A vibrating atom in a warm crystal carries an energy of about $3kT$, and an energy divided by a volume is a pressure. That gives a quick test of a calculation done at the measured cell of a metal such as titanium. With the nuclei held still, the computed pressure should be slightly negative, because it lacks only the outward push of the vibrations. For titanium with PBEsol it is negative by several times too much.

Ti (P6_3/mmc, 2 atoms), measured cell (COD) scaled at fixed shape, computed with Ansatz 0.2.0, PBEsol, scalar-relativistic, without spin. LAPW aims at a basis error of 0.25 meV/atom; "PAW" alone means frozen cores, default datasets, 420 eV; all use 14 × 14 × 8 k points and Fermi-Dirac smearing of 0.05 eV. Pressure is positive in compression; Vzz is the principal field gradient largest in size.

| V/V(given) | volume (Å³/atom) | pressure, LAPW (GPa) | largest Vzz, all-electron PAW (1e21 V/m^2) | largest Vzz, PAW (1e21 V/m^2) |
| --- | --- | --- | --- | --- |
| 0.9400 | 16.60 | 0.94 | 2.11 | 2.13 |
| 0.9600 | 16.95 | n/a | 2.00 | n/a |
| 0.9800 | 17.31 | -3.82 | 1.91 | 1.94 |
| 0.9900 | 17.48 | -4.88 | 1.86 | 1.89 |
| 1.0100 | 17.83 | -6.84 | 1.78 | 1.80 |
| 1.0200 | 18.01 | -7.75 | 1.74 | 1.76 |
| 1.0400 | 18.36 | -9.45 | 1.66 | 1.68 |
| 1.0600 | 18.72 | -10.98 | 1.59 | 1.60 |

The push follows from

$$P_{\text{vib}} \approx \gamma\,\frac{3kT}{V},$$

where $V$ is the volume per atom and $\gamma$, the Grüneisen parameter, tells how strongly the vibrations soften as the crystal expands. It is of order one in most metals and is set to one here. At 300 K, $3kT$ is 0.078 eV, and the measured volume is $17.83/1.01 = 17.7$ Å³ per atom. The quotient, 0.0044 eV/Å³, is about 0.7 GPa.

The calculation asks for far more. Between the rows at 0.99 and 1.01 the pressure passes through −5.9 GPa, the minus sign meaning that the crystal would shrink if released. It would come to rest at about 0.95 of the measured volume, with each edge nearly 2% too short. If the vibrational push is added, the volume is still about 5% too small, and doubling the push leaves it about 4% too small. This assumes that the cell was measured near room temperature and without applied pressure, which the data do not state.

The numerical method is not the source of this error. The two all-electron methods, LAPW and PAW, solve the same equations in different ways, and their pressures agree within the rounding of the table. Frozen-core PAW, which keeps the deep shells as they are in the free atom, differs by little more than 0.01 GPa at most. Such agreement shows that the basis sets and the PAW files are not at fault. It cannot reveal an error in what all three calculations share, chiefly the k mesh, the smearing and the functional. The mesh is dense for so small a cell, and the smearing adds an outward pressure of only about 0.05 GPa, so neither is likely to explain a tension of several GPa.

The functional is therefore the likely cause, and theory explains why it errs in this direction. In titanium the valence electrons fill mainly the bonding part of the d band, which pulls the atoms together, while the rising kinetic energy of squeezed electrons pushes them apart. A functional that uses only the local density usually makes the pull too strong. Gradient corrections counteract this by favouring an uneven density. Pulling the atoms apart makes the density more uneven, so the correction acts as an outward push.

PBEsol deliberately weakens the exchange part of this correction, to suit solids in which the density varies slowly. The 3d shell of titanium is compact, and the density around it varies fast. There the weakened correction is expected to leave too much of the original overbinding. By this reasoning, a functional with a stronger gradient correction, such as PBE, should give a larger cell. The table holds only one functional, so it shows the error but does not test this explanation.

The wrong volume matters for other properties too. The field gradient Vzz measures how fast the electric field changes across a nucleus, and nuclear resonance can detect it. The all-electron value is about 14% higher at PBEsol's own volume than at the measured one. Replacing the all-electron treatment by the frozen-core files raises it by only about 1%. Those files were made with PBE and treat the 3s and 3p shells as bands, so this small difference has more than one possible cause. Here the choice of cell matters roughly ten times as much as the choice of PAW files.

The gradient is so sensitive because more than the distances change. The gradient of a fixed point charge falls as the cube of its distance, so at fixed shape a lattice of such charges would give a Vzz that varies as $1/V$. From the largest cell to the smallest, that rule predicts a rise by a factor of 1.13, but the calculation gives 1.33. Fixed charges that merely move closer therefore do not explain the rise. They are not expected to explain the size of Vzz either: in a hexagonal lattice packed nearly like equal spheres, the gradients from neighbours in the plane and out of it almost cancel. Most of Vzz should then come from the uneven electron cloud around the nucleus itself, which changes as the atoms approach. The cloud may become less spherical as the orbitals of neighbouring atoms overlap more, or its uneven part may gain density close to the nucleus, where it counts most. The calculation does not separate these contributions.

In practice, compute the pressure at the measured cell first and compare it with $3kT/V$. If it is several times larger in size and a second accurate method confirms it, better PAW files will not help; check the k mesh and how the cell was measured, then look to the functional. For a field gradient, state which volume was used and give the value at both, since no measured Vzz is at hand to decide between them. Two cautions apply to the field gradients. Their convergence with the k mesh was not tested. The ratio of the cell edges was also held fixed, and near the volume of zero pressure the in-plane and axial stresses still differ by nearly 0.5 GPa. A free PBEsol crystal would therefore flatten slightly along its hexagonal axis, which could shift Vzz and change the 14% found here.

The output below gives the pressure differences, the interpolated volumes and the vibrational estimate, which was not adjusted to any row.

Printed output of the fit:

```
Pressures and stresses in GPa:
   row  all-electron PAW pressure  frozen-core minus all-electron pressure  in-plane minus axial stress  frozen-core minus all-electron Vzz (1e21 V/m^2)
  0.94                     0.9381                                   0.0039                       0.4346                                             0.02
  0.96                     -1.556                                      n/a                        0.471                                              n/a
  0.98                     -3.823                                 0.007343                        0.506                                             0.03
  0.99                     -4.877                                  0.00718                       0.5213                                             0.03
  1.01                      -6.84                                 0.009954                       0.5503                                             0.02
  1.02                     -7.752                                  0.01081                       0.5623                                             0.02
  1.04                     -9.447                                  0.01206                       0.5829                                             0.02
  1.06                     -10.98                                  0.01339                       0.5992                                             0.01
Pressure at the measured volume, interpolated (GPa): -5.858
Volume of zero pressure over measured volume: 0.9475
Volume shortfall (percent): 5.248
Shortfall in each edge at fixed shape (percent): 1.781
Largest gap between all-electron PAW and LAPW pressure, LAPW rounded to 0.01 (GPa): 0.003429
Largest gap between frozen-core and all-electron PAW pressure (GPa): 0.01339
Outward pressure from smearing, mean over the series (GPa): 0.04533
Rough outward pressure of lattice vibrations at 300 K (GPa): 0.7037
Balanced volume over measured volume with this push: 0.9532
Balanced volume over measured volume with twice this push: 0.9588
All-electron Vzz at zero pressure, interpolated (1e21 V/m^2): 2.069
All-electron Vzz at the measured volume, interpolated (1e21 V/m^2): 1.82
Excess of Vzz at zero pressure over that at the measured volume (percent): 13.66
Mean excess of frozen-core over all-electron Vzz (percent): 1.177
Largest over smallest volume: 1.128
Largest over smallest all-electron Vzz: 1.327
```
